**Student.** My notes say the localisation energy at an atom of an even alternant hydrocarbon is $N_t|\beta|$, with $N_t$ read from two coefficients of one orbital. Cutting an atom out of a π system is no small change, so I don't see why one orbital should be enough.

**Lecturer.** It isn't enough for an equality. We can derive Dewar's number, prove that it is a bound, and size what it omits. There are four premises.

1. Hückel model: one orthonormal $2p_z$ orbital $\chi_r$ per carbon and $H=\alpha\,\mathbf 1+\beta A$ with $\beta<0$, where $A_{rs}=1$ for bonded atoms and 0 otherwise. An eigenvalue $x$ of $A$ gives the orbital energy $\alpha+x\beta$, so $x>0$ is bonding. The π energy is the sum of orbital energies over the electrons.
2. The parent is alternant: its atoms fall into a starred and an unstarred set, and every bond joins the two sets.
3. The parent is neutral, with $n=2m$ atoms and $n$ π electrons, and $A$ has no zero eigenvalue.
4. The localised state is Wheland's: atom $t$ keeps its orbital at $\alpha$ but loses its resonance integrals to its $d_t$ neighbours. The other $n-1$ atoms form the residue R.

Write each π energy as $n\alpha+M\beta$. The localisation energy is the localised energy minus the parent energy, and we quote it in units of $|\beta|$ as $L_t$.

**Student.** The localised state could be a cation, a radical or an anion. That is three numbers.

**Lecturer.** Three states with one number, and the reason is the pairing theorem of Coulson and Rushbrooke. Let $S$ be diagonal, $+1$ on starred and $-1$ on unstarred atoms. Every nonzero $A_{rs}$ joins opposite sets, so $SAS=-A$. If $Au=xu$, then $A(Su)=-SAu=-x(Su)$. Levels come in pairs $\pm x$, and the partners have equal coefficients on starred atoms and opposite ones on unstarred atoms. With premise 3 the parent has $m$ bonding levels $X_j>0$, all doubly filled, and $M_P=2\sum_{j=1}^m X_j$. The residue is alternant too, and it has an odd number of levels, so at least one lies at $x=0$.

**Student.** At least one. The formula speaks of *the* non-bonding orbital.

**Lecturer.** Premise 3 makes it unique. Choose the labels so that $t$ is unstarred, which makes all its neighbours starred. Let $a$ be a normalised null vector of the residue matrix $A_R$, and extend it by a zero at $t$ to a vector $\tilde a$. On a residue atom, $A\tilde a$ equals $A_Ra$, which vanishes. On $t$ it equals the sum of the coefficients on the neighbours of $t$. Therefore
$$A\tilde a=\sigma\,e_t,\qquad \sigma=\sum_{r\sim t}a_r ,$$
with $e_t$ the unit vector on $t$ and $r\sim t$ meaning bonded to $t$. Since $A$ is invertible, $\tilde a=\sigma A^{-1}e_t$. Every null vector is proportional to the same column of $A^{-1}$, so there is at most one, and $\sigma\neq0$ because $\tilde a\ne0$. Inverting $SAS=-A$ gives $SA^{-1}S=-A^{-1}$, so $A^{-1}$ also connects only opposite sets. The column thus vanishes on $t$ and on every unstarred atom, and it is a null vector of $A_R$. The non-bonding MO $\phi_0=\sum_r a_r\chi_r$ lives on starred atoms. The equations $A_Ra=0$ say that the coefficients around each unstarred residue atom sum to zero, which is the rule of Longuet-Higgins for writing $a$ down without diagonalising.

**Student.** Then the residue has $m-1$ bonding levels, one at zero and $m-1$ antibonding.

**Lecturer.** Yes. Call the bonding ones $x_k$, with orbitals $\phi_k$. They take $2m-2$ electrons, and two electrons remain for $\phi_0$ and $\chi_t$, both at $\alpha$. Both on $t$ is the electrophilic case, a residue cation with a pair ready to bind the electrophile. One on each is the radical case, and both in $\phi_0$ the nucleophilic case. Each costs $2\alpha$, so in all three
$$L_t=M_P-M_R,\qquad M_R=2\sum_{k=1}^{m-1}x_k .$$

**Student.** That is exact within the model and needs two diagonalisations. Where does the shortcut enter?

**Lecturer.** We run the process backwards and rebuild the parent. Scale the broken bonds by $\lambda$, so that $A(\lambda)=A_0+\lambda V$, where $A_0$ is the residue plus the isolated atom and $V$ has a 1 for each bond $t$–$r$. Let $L(\lambda)=M(\lambda)-M_R$, so that $L(1)=L_t$. In the basis of $\chi_t$ and the residue orbitals $\phi_j$, the only nonzero elements of $V$ are
$$v_j=\langle\phi_j|V|\chi_t\rangle=\sum_{r\sim t}c_{jr},$$
where $c_{jr}$ is the coefficient of $\phi_j$ on atom $r$, and $v_0=\sigma$. No residue orbital has amplitude on $t$, so $\langle\phi_j|V|\phi_l\rangle=0$, and no $\phi_k$ moves in first order. The pair $\phi_0,\chi_t$ is degenerate, so $V$ must be diagonalised within it:
$$\lambda\begin{pmatrix}0&\sigma\\ \sigma&0\end{pmatrix}\ \Rightarrow\ x=\pm\lambda|\sigma|,\qquad \psi_\pm=\frac{\phi_0\pm \mathrm{sgn}(\sigma)\,\chi_t}{\sqrt2}.$$
The two spare electrons enter $\psi_+$, and each gains $\lambda|\sigma||\beta|$. At $\lambda=1$ the first-order result is
$$L_t\approx N_t,\qquad N_t=2\Big|\sum_{r\sim t}a_r\Big| ,$$
which is $2|a_r+a_s|$ for an atom with two neighbours $r$ and $s$. The factor 2 counts electrons.

**Student.** I have been adding the moduli of the two coefficients. Is that the same thing?

**Lecturer.** Only when they share a sign. The matrix element is the signed sum, and the modulus is taken afterwards. Take a ring of $n$ atoms, $n$ even. The residue is a chain of $n-1$ atoms, the zero-sum rule makes the $n/2$ starred coefficients alternate as $\pm\sqrt{2/n}$, and the two ends differ by the factor $(-1)^{n/2-1}$. For $n=4q+2$, with $q$ an integer, the ends agree and $N=4\sqrt{2/n}$. For $n=4q$ they cancel and $N=0$. That is consistent with what we proved, because $\sigma=0$ makes $\tilde a$ a null vector of the parent, and such a ring violates premise 3.

**Student.** Fine, but you set $\lambda=1$ in a first-order formula. Nothing is small.

**Lecturer.** A fair objection, and there is a statement that needs no small parameter. For any $m$ orthonormal vectors $u_i$ and a symmetric matrix with eigenvalues $X_j$ and normalised eigenvectors $U_j$,
$$\sum_{i=1}^m\langle u_i|A|u_i\rangle=\sum_j w_jX_j,\qquad w_j=\sum_{i=1}^m\langle U_j|u_i\rangle^2 .$$
Each $w_j$ is the squared length of the projection of a unit vector on the span of the $u_i$, so $0\le w_j\le1$, and the $w_j$ add up to $m$. The sum therefore cannot exceed the sum of the $m$ largest eigenvalues. Take as trial set the $m-1$ orbitals $\phi_k$ and $\psi_+$, with the full matrix $A=A_0+V$. The $\phi_k$ contribute $x_k$ each and $\psi_+$ contributes $|\sigma|$. Doubling gives $M_R+N_t\le M_P$.

**Student.** So the first-order energy is the energy of an unrelaxed determinant, and $N_t$ can only fall short.

**Lecturer.** Exactly. The reverse trial gives a ceiling. Put the occupied parent orbitals, with coefficients $C_{jr}$, into $A_0=A-V$. The $m$ largest eigenvalues of $A_0$ are the $x_k$ and one zero, and twice their sum is $M_R$. Twice the trial sum is $M_P-2\sum_j\langle U_j|V|U_j\rangle$. With the bond order $p_{tr}=2\sum_{j=1}^mC_{jt}C_{jr}$, and $V$ holding each bond twice, the subtracted term is $2\sum_{r\sim t}p_{tr}$. Together,
$$N_t\;\le\;L_t\;\le\;2\sum_{r\sim t}p_{tr}.$$
The two ends are the slopes of $L(\lambda)$ at $\lambda=0^+$ and at $\lambda=1$, since each slope is the expectation value of $V$ in the occupied orbitals. $M(\lambda)$ is a maximum over trial sets of functions linear in $\lambda$, hence convex, and its mean slope $L_t$ lies between the end slopes.

**Student.** A bound can be loose. What is left out, and how large is it?

**Lecturer.** Write the eigenvalue problem of $A(\lambda)$ in the same basis, with amplitudes $g_t$ and $g_j$, where $j$ runs over all residue levels:
$$x\,g_t=\lambda\sum_j v_jg_j,\qquad (x-x_j)\,g_j=\lambda v_jg_t .$$
Eliminating $g_j$ gives $x=\lambda^2\sum_jv_j^2/(x-x_j)$. Orbitals with $v_j=0$ stay where they are. The neighbours of $t$ are starred, so partners at $\pm x_k$ share the same $v_k$, and $1/(x-x_k)+1/(x+x_k)=2x/(x^2-x_k^2)$. Multiplying by $x$,
$$x^2=\lambda^2\sigma^2+2\lambda^2x^2\sum_k\frac{v_k^2}{x^2-x_k^2}.$$
For the root that grows from zero, $x^2$ is of order $\lambda^2$, so the denominators may be replaced by $-x_k^2$. Then $x^2\,[1+2\lambda^2\sum_kv_k^2/x_k^2]=\lambda^2\sigma^2+O(\lambda^6)$, and
$$x_+=\lambda|\sigma|\Big(1-\lambda^2\sum_k\frac{v_k^2}{x_k^2}\Big)+O(\lambda^5).$$
It has no second-order shift, because each bonding orbital is balanced by its antibonding partner. For the root near $x_k$, multiply the unpaired equation by $x-x_k$, which gives $(x-x_k)\,[x+O(\lambda^2)]=\lambda^2v_k^2$ and so $x=x_k+\lambda^2v_k^2/x_k+O(\lambda^4)$. A degenerate level is first rotated so that one member carries all the coupling. Doubling and adding,
$$L(\lambda)=2|\sigma|\lambda+2\lambda^2\sum_k\frac{v_k^2}{x_k}-2|\sigma|\lambda^3\sum_k\frac{v_k^2}{x_k^2}+O(\lambda^4).$$

**Student.** The second-order term is positive, as the bound demands. If it were the same at every site I could ignore it when comparing.

**Lecturer.** That is the hope behind the index, and a sum rule shows its limit. The $v_j$ are the components of the vector $\sum_{r\sim t}\chi_r$, whose squared length is $d_t$, in the complete set of residue orbitals:
$$\sigma^2+2\sum_kv_k^2=d_t .$$
Whatever coupling the non-bonding orbital lacks is carried by the others. A site with small $N_t$ has more weight in the neglected terms, so the remainder $L_t-N_t$ tends to grow as $N_t$ falls. I say tends because the $x_k$ matter as well. Ethylene is the extreme on the good side. Its residue is one atom, $\sigma^2=d_t=1$, nothing is left over, and $N=L=2$.

**Student.** This topic sits among frontier-orbital arguments, yet $\phi_0$ belongs to the residue and not to the molecule that reacts.

**Lecturer.** The two views are linked exactly. Normalising $\tilde a=\sigma A^{-1}e_t$ gives $\sigma^2(A^{-2})_{tt}=1$, so
$$N_t=\frac{2}{\sqrt{(A^{-2})_{tt}}},\qquad (A^{-2})_{tt}=\sum_{j=1}^{n}\frac{C_{jt}^2}{X_j^2},$$
summed over all parent orbitals. The weight $1/X_j^2$ favours the HOMO and LUMO, so a large frontier coefficient at $t$ or a small gap lowers $N_t$.

**Student.** Then tell me plainly where I may use it.

**Lecturer.** There are three kinds of limit. The first is the premises. An odd ring destroys the pairing, and a heteroatom with its own $\alpha$ does too, so the degenerate pair at $\alpha$ is not guaranteed. A singular parent may give $\sigma=0$. Square cyclobutadiene has levels $2,0,0,-2$ and $M_P=4$, allyl has $\pm\sqrt2,0$ and $M_R=2\sqrt2$, so $L=1.172$ while $N=0$. Adding moduli would give $2\cdot2/\sqrt2=2.828$, above $L$, which no valid first-order energy can be.

The second limit is size, because $\phi_0$ thins out as it spreads. For equal-bond rings with $n=4q+2$ we can do the sums, using $1+2\sum_{j=1}^J\cos j\theta=\sin[(J+\tfrac12)\theta]/\sin(\theta/2)$. The ring levels are $2\cos(2\pi j/n)$, filled for $|j|\le q$, so $\theta=2\pi/n$, $J=q$, the numerator is $\sin(\pi/2)$ and $M_P=4/\sin(\pi/n)$. The chain levels are $2\cos(j\pi/n)$, bonding for $j\le n/2-1$, so $\theta=\pi/n$, the numerator is $\cos(\pi/2n)$ and $M_R=2\cot(\pi/2n)-2$. With $2/\sin\theta=\cot(\theta/2)+\tan(\theta/2)$,
$$L=2+2\tan\frac{\pi}{2n},\qquad N=4\sqrt{2/n}.$$
At $n=18$, $L=2.175$ and $N=1.333$. As $n$ grows, $L$ tends to 2 and $N$ to zero, so the neglected terms end up as the whole effect.

**Student.** Both fall with $n$, so the order survives. Does it always?

**Lecturer.** No. Take naphthalene. Removing C1, the zero-sum rule gives coefficients in the ratio $-2:2:-1:1:-1$ on C2, C4, C5, C7, C8a. The squares add to 11, the neighbours C2 and C8a add to $-3$, and $N_1=6/\sqrt{11}$. Removing C2 gives $-2:-1:1:-1:1$ on C1, C3, C4a, C6, C8, squares adding to 8, neighbours C1 and C3 adding to $-3$, and $N_2=6/\sqrt8$. For the full energies put $y=x^2$. The characteristic polynomials are $(y-1)(y^2-3y+1)(y^2-7y+9)$ for the parent, $x(y-1)^2(y^2-7y+11)$ for the first residue and $x(y-2)(y^3-7y^2+11y-4)$ for the second. Twice the sum of $\sqrt y$ over the roots gives $M=13.6832$, $11.3846$ and $11.2036$.

| site | $N_t$ | $L_t$ | $L_t-N_t$ |
|---|---|---|---|
| ethylene | 2 | 2 | 0 |
| naphthalene C1 | 1.809 | 2.299 | 0.49 |
| naphthalene C2 | 2.121 | 2.480 | 0.36 |

Within naphthalene both columns put C1 lower. But $N_t$ places C1 below ethylene while $L_t$ places it above. Compare only sites with the same number of neighbours in similar skeletons.

**Student.** And the third limit?

**Lecturer.** The step from $L_t$ to a rate, which we have not derived. It assumes a transition state resembling the localised intermediate, a free energy of activation linear in $L_t$, and equal σ-bond, steric, solvation and entropy terms along the series, under kinetic control. The equality of the three charge types holds only because the model has no electron repulsion. If $N_t$ is plotted against activation energies, the slope is a fitted constant that absorbs all this and the remainder too, so it is not a determination of $\beta$.

**Student.** Then let us do benzene in full.

**Lecturer.** Number the ring 1 to 6 with $t=6$. The residue is pentadienyl, C1 to C5, starred at 1, 3 and 5. The sums around C2 and C4 give $a_1+a_3=0$ and $a_3+a_5=0$, so $a=(1,0,-1,0,1)/\sqrt3$. The neighbours of $t$ carry $a_1=a_5=0.5774$, so $\sigma=2/\sqrt3$ and
$$N=2|a_1+a_5|=\frac{4}{\sqrt3}=2.3094,$$
the 2.31 of your notes. The parent route agrees. The levels are $\pm2$ and $\pm1$ twice, all atoms are equivalent, so $(A^{-2})_{tt}=\tfrac16(\tfrac24+4)=\tfrac34$ and $2/\sqrt{3/4}=4/\sqrt3$. The four frontier orbitals supply $\tfrac46$ of that $\tfrac34$, or 89 per cent.

**Student.** The full value I can do. Benzene has $M_P=2(2+1+1)=8$. Pentadienyl has $2\cos(j\pi/6)=\pm\sqrt3,\pm1,0$, so $M_R=2(\sqrt3+1)=5.4641$ and $L=6-2\sqrt3=2.5359$. For the ceiling, $M_P$ is twice the sum of six equal bond orders, so $p=\tfrac23$ and $2\cdot2\cdot\tfrac23=2.6667$.

**Lecturer.** So $2.3094\le2.5359\le2.6667$, and $N$ falls short by 0.2265, which is 9 per cent of $L$. Now the series. The chain coefficients are $c_{jr}=\sin(jr\pi/6)/\sqrt3$. For $x=\sqrt3$ both ends carry $1/(2\sqrt3)$, so $v=1/\sqrt3$. For $x=1$ the ends are opposite and $v=0$. The sum rule reads $\tfrac43+\tfrac23=2$. With $y=x^2$ the secular equation is $y=\tfrac43\lambda^2+\tfrac23\lambda^2y/(y-3)$, or
$$y^2-(3+2\lambda^2)\,y+4\lambda^2=0 .$$
The sum of the roots is $3+2\lambda^2$ and their product is $4\lambda^2$, so $(\sqrt{y_1}+\sqrt{y_2})^2=3+2\lambda^2+4\lambda$ for $\lambda\ge0$. The level at $x=1$ cancels in the difference, and
$$L(\lambda)=2\sqrt{3+4\lambda+2\lambda^2}-2\sqrt3=\frac{4}{\sqrt3}\lambda+\frac{2\sqrt3}{9}\lambda^2-\frac{4\sqrt3}{27}\lambda^3+\frac{7\sqrt3}{81}\lambda^4+\dots$$
The second and third coefficients match the general formula, $2v^2/x=2/(3\sqrt3)$ and $-2\sigma v^2/x^2=-4/(9\sqrt3)$. At $\lambda=1$ the terms are $2.3094$, $0.3849$, $-0.2566$ and $0.1497$, with partial sums $2.3094$, $2.6943$, $2.4377$ and $2.5874$.

**Student.** Second order already breaks through the ceiling. Does it converge at all?

**Lecturer.** The square root has branch points where $3+4\lambda+2\lambda^2=0$, at $\lambda=-1\pm i/\sqrt2$, so the radius of convergence is $\sqrt{3/2}=1.225$. The physical point $\lambda=1$ lies inside, but not by much, and convergence is slow. First order does as well as 9 per cent here partly because the later terms cancel in part.

**Student.** Nine per cent sounds harmless.

**Lecturer.** For the total, yes. Reactivity rests on differences, and there the remainder is as large as the effect. From benzene to naphthalene C1, $N$ drops by 0.500 and $L$ by 0.237, a ratio of 0.47. From benzene to C2 the drops are 0.188 and 0.056, a ratio of 0.30. Both indices give the order C1, C2, benzene, but $N$ stretches the spacing by a factor that is not constant. All these numbers belong to the Hückel model with equal bonds and are not observable energies of the molecules. In that model benzene has $N=2.31$ as a rigorous lower bound to $L=2.54$, in units of $|\beta|$, and the number serves to rank like sites, not to measure the gaps between them.